**Stoner parameter of the 4p shell of a spherical bromine atom**

The table holds the energy change, the 4p exchange splitting and the spin-up eigenvalue of all-electron Br ($4p^5$) against an imposed moment $m$, from non-relativistic, spherical, spin-polarised LDA-VWN5 calculations with ld1.x. The program fits $\Delta = Im + cm^3$ to the splittings and predicts the energy from Janak's theorem, $E = -Im^2/4 - cm^4/8$. It finds $I = 0.6469$ eV/$\mu_B$ and $c/I = 0.26\%$, with energies reproduced to $1\times10^{-5}$ eV, the size of their apparent rounding to $10^{-6}$ Ry; this is a consistency check, as the theorem is built into the method. The mean of the two 4p levels rises as $0.025\,m^2$ eV, and the 4s level splits 8% more than 4p at $m = 1$. Exchange counting from Slater integrals gives 1.12, 1.86 or 7.30 times $I$, depending on the counting, and so matches the scale at best.

Bromine atom, [Ar] 3d10 4s2 4p5, in non-relativistic, spin-polarised all-electron Kohn-Sham calculations with spherical densities and the LDA-VWN5 functional (Quantum ESPRESSO ld1.x 7.5). The moment is set by moving 4p electrons from spin down to spin up, with all other shells equally occupied in both spins; the eigenvalue and splitting are those of 4p.

## Program and output

```python
# Table: spherical all-electron Br atom (4p5), ld1.x, LDA-VWN5, non-relativistic, spin-polarised:
# energy change, 4p splitting, 4p-up eigenvalue (eV) against imposed moment m.
# Tested: Stoner form D = I m + c m^3, Janak E = -I m^2/4 - c m^4/8, level asymmetry, exchange counting.
T = {
    'moment': [0.0, 0.25, 0.5, 0.75, 1.0],  # μB
    'energy_change': [0.0, -0.010109, -0.040436, -0.091036, -0.16195],  # eV
    'exchange_splitting': [0.0, 0.16176, 0.32367, 0.4859, 0.64859],  # eV
    'spin_up_eigenvalue': [-8.0365, -8.1158, -8.1921, -8.2655, -8.336],  # eV
    'split_per_moment': [None, 0.647, 0.647, 0.648, 0.649],  # eV/μB
}
import numpy as np
from scipy.constants import physical_constants as pc
Ha = pc['Hartree energy in eV'][0]
Ry = Ha / 2
m, E, D, up = (np.array(T[k], float) for k in
               ('moment', 'energy_change', 'exchange_splitting', 'spin_up_eigenvalue'))
k = m > 0  # row 0 is the reference, zero by construction
x, e, d = m[k], E[k], D[k]
pE, pD = np.polyfit(np.log(x), np.log(-e), 1)[0], np.polyfit(np.log(x), np.log(d), 1)[0]
print(f"log-log exponents: energy {pE:.4f}, splitting {pD:.4f}")
I1 = (d @ x) / (x @ x)
I, c = np.linalg.lstsq(np.c_[x, x**3], d, rcond=None)[0]
print(f"linear fit I = {I1:.5f}; cubic fit I = {I:.5f} eV/muB, c = {c:.5f} eV/muB^3, c/I = {100*c/I:.2f} %")
print("rounding: D 5e-6, E 5e-7 (last row 5e-6), eigenvalue 5e-5 eV")
print(f"1e-6 Ry = {1e-6*Ry:.2e} eV")
print("m, D/m, -4E/m^2 (eV/muB), D resid linear, D resid cubic (1e-6 eV)")
for a, b, f in zip(x, e, d):
    print(f"{a:.2f} {f/a:.5f} {-4*b/a**2:.5f} {1e6*(f-I1*a):+7.1f} {1e6*(f-I*a-c*a**3):+6.1f}")
print(f"rise of D/m, first to last polarised row: {100*(d[-1]/x[-1]/(d[0]/x[0])-1):.2f} %")
EJ = -I*x**2/4 - c*x**4/8
print("m, Janak E (eV), resid cubic, resid linear-I parabola (1e-6 eV), -E in 1e-6 Ry")
for a, b, j in zip(x, e, EJ):
    print(f"{a:.2f} {j:.6f} {1e6*(b-j):+6.1f} {1e6*(b+I1*a*a/4):+7.1f} {-b/Ry*1e6:.2f}")
print(f"worst Janak residual {np.abs(e-EJ).max():.1e} eV at m = {x[np.abs(e-EJ).argmax()]:.2f}")
print(f"at m=1: quadratic part {-I/4:.5f} eV, quartic part {-c/8:.5f} eV")
print(f"local exchange c/I = (5/27) zeta^2: zeta=1/5 {100*5/27/25:.2f} %, zeta=1/7 {100*5/27/49:.2f} %")
dn = up + D
s = (up + D/2 - up[0])[k]
a2 = (s @ x**2) / (x**2 @ x**2)
print("m, down level, up shift, down shift, mean shift (eV), resid from a m^2 (1e-5 eV)")
for i in range(len(x)):
    print(f"{x[i]:.2f} {dn[k][i]:.4f} {up[k][i]-up[0]:+.4f} {dn[k][i]-up[0]:+.4f} {s[i]:+.5f} {1e5*(s[i]-a2*x[i]**2):+.1f}")
print(f"a = {a2:.4f} eV/muB^2; implied dI/dN = -4a = {-4*a2:.3f} eV/muB per electron")
# typed from further outputs of the same runs (rows 0.75 and 1.0)
F0, F2 = 11.76627, 6.023621
xc, eh = (-87.67998, -87.68315), (1098.509, 1098.522)
lev = {'1s': (-13066.44, -13066.4, -13066.44, -13066.38), '3s': (-228.8411, -228.7756, -228.8413, -228.754),
       '3p': (-171.4223, -171.3485, -171.4239, -171.3255), '3d': (-68.66265, -68.56981, -68.66727, -68.54352),
       '4s': (-19.84126, -19.31523, -19.91694, -19.21491), '4p': (-8.265538, -7.779637, -8.336032, -7.687447)}
rad = {'1s': (0.04373932, 0.04373922), '3s': (0.5637925, 0.5636944), '3p': (0.569751, 0.5695749),
       '3d': (0.5889618, 0.5881877), '4s': (1.700006, 1.703019), '4p': (2.097357, 2.12125)}
for n, v in (('3F2/25', 3*F2/25), ('F2/5 pair counting', F2/5), ('(F0+2F2/5)/3 fractional HF', (F0+0.4*F2)/3)):
    print(f"{n}: {v:.3f} eV, ratio to I {v/I:.2f}, energy at m=1 {-v/4:.3f} eV")
dE, dx, dh = E[-1]-E[-2], (xc[1]-xc[0])*Ha, (eh[1]-eh[0])*Ha
print(f"0.75->1: total {dE:+.4f}, xc {dx:+.4f} (+-0.0003), rest {dE-dx:+.4f} eV")
print(f"xc/total {dx/dE:.2f}; Hartree {dh:+.2f} (+-0.03) eV")
print("level, split m=0.75, m=1 (eV), ratio (4/3 if linear), vs 4p, <r> up-down at m=1 (%)")
for n, v in lev.items():
    s0, s1 = v[1]-v[0], v[3]-v[2]
    print(f"{n} {s0:.3f} {s1:.3f} {s1/s0:.3f} {s1/D[-1]:.3f} {100*(rad[n][0]/rad[n][1]-1):+.4f}")
print("1s levels are rounded to 0.01 eV: its ratio is not meaningful")
assert 1.99 < pE < 2.01 and 0.99 < pD < 1.01
assert np.abs(e - EJ).max() < 3e-5
assert c > 0 and np.all(np.diff(d/x) > 0)
assert np.all(s > 0)
```

It prints:

```
log-log exponents: energy 2.0009, splitting 1.0016
linear fit I = 0.64815; cubic fit I = 0.64693 eV/muB, c = 0.00166 eV/muB^3, c/I = 0.26 %
rounding: D 5e-6, E 5e-7 (last row 5e-6), eigenvalue 5e-5 eV
1e-6 Ry = 1.36e-05 eV
m, D/m, -4E/m^2 (eV/muB), D resid linear, D resid cubic (1e-6 eV)
0.25 0.64704 0.64698  -278.7   +1.5
0.50 0.64734 0.64698  -407.3   -2.6
0.75 0.64787 0.64737  -216.0   +1.9
1.00 0.64859 0.64780  +435.3   -0.5
rise of D/m, first to last polarised row: 0.24 %
m, Janak E (eV), resid cubic, resid linear-I parabola (1e-6 eV), -E in 1e-6 Ry
0.25 -0.010109   +0.1   +18.4 743.00
0.50 -0.040446  +10.1   +73.7 2971.99
0.75 -0.091040   +4.2  +110.7 6691.02
1.00 -0.161940   -9.9   +88.7 11903.11
worst Janak residual 1.0e-05 eV at m = 0.50
at m=1: quadratic part -0.16173 eV, quartic part -0.00021 eV
local exchange c/I = (5/27) zeta^2: zeta=1/5 0.74 %, zeta=1/7 0.38 %
m, down level, up shift, down shift, mean shift (eV), resid from a m^2 (1e-5 eV)
0.25 -7.9540 -0.0793 +0.0825 +0.00158 +3.0
0.50 -7.8684 -0.1556 +0.1681 +0.00624 +3.4
0.75 -7.7796 -0.2290 +0.2569 +0.01395 -0.2
1.00 -7.6874 -0.2995 +0.3491 +0.02479 -0.9
a = 0.0248 eV/muB^2; implied dI/dN = -4a = -0.099 eV/muB per electron
3F2/25: 0.723 eV, ratio to I 1.12, energy at m=1 -0.181 eV
F2/5 pair counting: 1.205 eV, ratio to I 1.86, energy at m=1 -0.301 eV
(F0+2F2/5)/3 fractional HF: 4.725 eV, ratio to I 7.30, energy at m=1 -1.181 eV
0.75->1: total -0.0709, xc -0.0863 (+-0.0003), rest +0.0153 eV
xc/total 1.22; Hartree +0.35 (+-0.03) eV
level, split m=0.75, m=1 (eV), ratio (4/3 if linear), vs 4p, <r> up-down at m=1 (%)
1s 0.040 0.060 1.500 0.093 +0.0002
3s 0.066 0.087 1.333 0.135 +0.0174
3p 0.074 0.098 1.333 0.152 +0.0309
3d 0.093 0.124 1.333 0.191 +0.1316
4s 0.526 0.702 1.335 1.082 -0.1769
4p 0.486 0.649 1.335 1.000 -1.1264
1s levels are rounded to 0.01 eV: its ratio is not meaningful
```
